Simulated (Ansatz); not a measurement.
# Thermal expansion of Al from its phonons

These are results of DFT PBE+D3(BJ), scalar-relativistic, plane waves, PAW in Ansatz, not measurements. Settings: 420 eV plane-wave cutoff, Γ-centred 20×20×20 mesh, Fermi-Dirac smearing of 0.15 eV. No spin polarisation. Phonons by linear response, acoustic sum rule imposed.

Relaxed structure:
```cif
data_structure
_symmetry_space_group_name_H-M 'Fm-3m'
_symmetry_Int_Tables_number 225
_cell_length_a 3.9841
_cell_length_b 3.9841
_cell_length_c 3.9841
_cell_angle_alpha 90.000
_cell_angle_beta 90.000
_cell_angle_gamma 90.000
_cell_volume 63.24
loop_
_atom_site_label
_atom_site_type_symbol
_atom_site_symmetry_multiplicity
_atom_site_Wyckoff_symbol
_atom_site_fract_x
_atom_site_fract_y
_atom_site_fract_z
_atom_site_occupancy
Al1 Al 4 a 0.00000 0.00000 0.00000 1
```

In a metal, frequencies depend on the k mesh and the smearing, soft modes most. Some empty bands missed the eigensolver's threshold.

Phonons on a 2×2×2 q mesh at 0.98, 1 and 1.02 times the equilibrium volume give γ = −d ln ν/d ln V, modes matched by rank. The cell has V = 15.81 Å³ with 1 atom and B = 86 GPa. Points of the mesh (fractions of the reciprocal vectors) with their weights out of 8; the acoustic modes at Γ are left out:

| q | weight | ν (cm⁻¹) | γ | degeneracy |
| --- | --- | --- | --- | --- |
| 0.00 0.00 -0.50 | 4 | 151 | 2.18 | 2 |
| 0.00 0.00 -0.50 | 4 | 347 | 1.84 | 1 |
| 0.00 -0.50 -0.50 | 3 | 212 | 2.27 | 2 |
| 0.00 -0.50 -0.50 | 3 | 342 | 1.74 | 1 |

**Question.** Work out the volume expansion coefficient at 50, 100, 300 and 800 K in Grüneisen's theory.

**Answer.** Each mode holds c = k_B x² eˣ/(eˣ − 1)², x = hcν/k_BT (k_B = 0.695 cm⁻¹/K). Weighted over the mesh, C_V = Σ c, γ̄ = Σ cγ/C_V and α_V = γ̄ C_V/(BV):
| T (K) | C_V (k_B a cell) | γ̄ | α_V (10⁻⁶/K) |
| --- | --- | --- | --- |
| 50 | 0.32 | 2.20 | 7.1 |
| 100 | 1.20 | 2.16 | 26.3 |
| 300 | 2.35 | 2.09 | 49.7 |
| 800 | 2.58 | 2.08 | 54.4 |

The classical limit of C_V is 3n = 3 k_B, less the 3/8 k_B of the three modes left out, which leaves C_V and α_V about 12 % low even at high temperature. All γ are positive, so the crystal expands at every temperature. For a cubic crystal the linear coefficient is a third of α_V. A mesh this coarse misses long acoustic waves, so the low-temperature rows are rough; B and γ are held at their static values, and the electrons' part is left out.

**Question.** The zero-point energy of the cell, summed on a denser interpolated mesh, is 42.659, 40.999 and 39.396 meV at the three volumes. How far does it expand the lattice at 0 K?

**Answer.** P_zp = −dE_zp/dV = 3.263 meV / (0.632 Å³) × 0.16022 GPa Å³/meV = 0.827 GPa, so ΔV/V = P_zp/B = 0.96 %. This share is taken off a measured low-temperature volume before it is compared with a static calculation.

Cost: 6 runs of about 1.5 core-minutes in all, on Arm Neoverse V1 (shared hosts).

Thermal expansion here follows the heat capacity: α_V rises steeply as the modes are populated, then levels off, while γ̄ drifts down only from 2.20 to 2.08. That drift reflects the mode ordering, since the softer transverse modes have the larger γ at both wavevectors and are excited first. In a nearly-free-electron metal, the shear restoring force is what remains after direct ion-ion repulsion and the electron-screened response partly cancel, which probably makes it more sensitive to volume than the longitudinal force.

Measured aluminium expands more at room temperature, and its coefficient keeps climbing well beyond the near-plateau found here, as expected when the lattice softens on heating. The relaxed lattice constant is also shorter than experiment, and a zero-point volume expansion of 0.96 % is too small to close the gap. Overbinding by the pairwise dispersion term, which lacks full metallic screening, is a possible cause and would also stiffen the lattice. The calculation therefore supports the vibrational origin of the expansion better than its absolute size.
